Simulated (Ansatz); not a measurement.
**Electrons against holes in ScF3 — Ansatz, plane waves and PAW**

Space group Pm-3m (No. 221), 4 atoms in the cell of the first input below: a = 4.012 Å, b = 4.012 Å, c = 4.012 Å, α = 90.00°, β = 90.00°, γ = 90.00°.

The cell was built from a prototype of a structure type listed for this compound, at its measured volume, taken without relaxation (pressure 1.4 GPa with this functional, without spin–orbit coupling). Functional: r2SCAN.

Spin–orbit coupling is left out. Kohn–Sham gap on the run's mesh: 7.06 eV (the true one may be smaller).

The states of the whole zone with their velocity products:

```yaml
crystal:
  lattice:
    - [4.012452858, 0.0, 0.0]
    - [0.0, 4.012452858, 0.0]
    - [0.0, 0.0, 4.012452858]
  atoms:
    - { symbol: Sc, position: [0.0, 0.0, 0.0] }
    - { symbol: F, position: [0.5, 0.0, 0.0] }
    - { symbol: F, position: [0.0, 0.0, 0.5] }
    - { symbol: F, position: [0.0, 0.5, 0.0] }
basis:
  ecutwfc: 500
  ecutrho_ratio: 4
kpoints:
  mp_grid: { grid: [8, 8, 8] }
hamiltonian:
  xc: r2scan
scf:
  occupations: { method: gaussian, width: 0.05 }
output:
  forces: true
  stress: true
  eigenvalues: true
  states_by_energy: { minimum_broadening: 0.05 }
```

```bash
ansatz run input.yaml --threads 4 --pin off --max-ram 9216MiB --backend cpu --events-out ev --progress --plain --runs-dir out
```

Time: 26 s on 4 threads of Arm Neoverse V2, with other jobs on the host, peak memory 0.81 GiB.

From that table, at a constant relaxation time τ with Fermi–Dirac weights and rigid bands:

```csv
T (K),doping (cm⁻³),μ − E_F (eV),σ_xx/τ (10²⁰/Ω m s),S_xx (μV/K),Lorenz (10⁻⁸ V²/K²),"ħω_p,xx (eV)"
600,n 1e19,3.276,0.00156,-616,1.46,0.087
600,p 1e19,-3.222,0.000662,682,1.40,0.057
600,n 1e20,3.397,0.0156,-417,1.47,0.276
600,p 1e20,-3.341,0.00662,483,1.40,0.180
600,n 1e21,3.529,0.154,-220,1.55,0.868
600,p 1e21,-3.466,0.0658,285,1.45,0.567
900,n 1e19,3.109,0.00149,-652,1.39,0.085
900,p 1e19,-3.034,0.00063,717,1.40,0.056
900,n 1e20,3.289,0.0149,-453,1.40,0.270
900,p 1e20,-3.213,0.00629,519,1.40,0.176
900,n 1e21,3.480,0.147,-255,1.45,0.849
900,p 1e21,-3.397,0.0626,320,1.43,0.553
```

Which of the dopings listed at 600 K has the largest power factor S²σ/τ along x?

n 1e19: 0.59, p 1e19: 0.31, n 1e20: 2.7, p 1e20: 1.5, n 1e21: 7.5, p 1e21: 5.4 (10¹¹ W/m K² s), so n 1e21 cm⁻³, if τ is the same for all.

Caveats: crystals with gaps this wide can seldom be doped to such densities with both signs of carrier, so the rows show what the bands would give; melting, decomposition and changes of phase at these temperatures weren't checked; no scattering is computed, and the gap isn't corrected.

At every listed density and temperature, electrons have the larger σ/τ and holes the larger |S|. The conduction edge is mainly Sc 3d t2g, which disperses through π overlap with F 2p, whereas the valence edge consists of flatter, largely nonbonding F 2p states. The nearly constant offset in |S| between the carriers suggests a larger effective density of states for holes. Their thermopower doesn't make up for the lower conductivity, so electrons keep the larger power factor per relaxation time throughout.

The Lorenz numbers lie below the value for a nondegenerate, isotropic parabolic band at constant relaxation time. This probably reflects the nearly two-dimensional dispersion of each t2g band and the narrow F 2p bands, though coarse sampling of the band edges could contribute. The slight fall of σ/τ on heating at fixed density likewise suggests that carriers reach flatter parts of the bands. Whether holes move as band carriers at all remains open, since in ionic fluorides they tend to self-trap as small polarons.
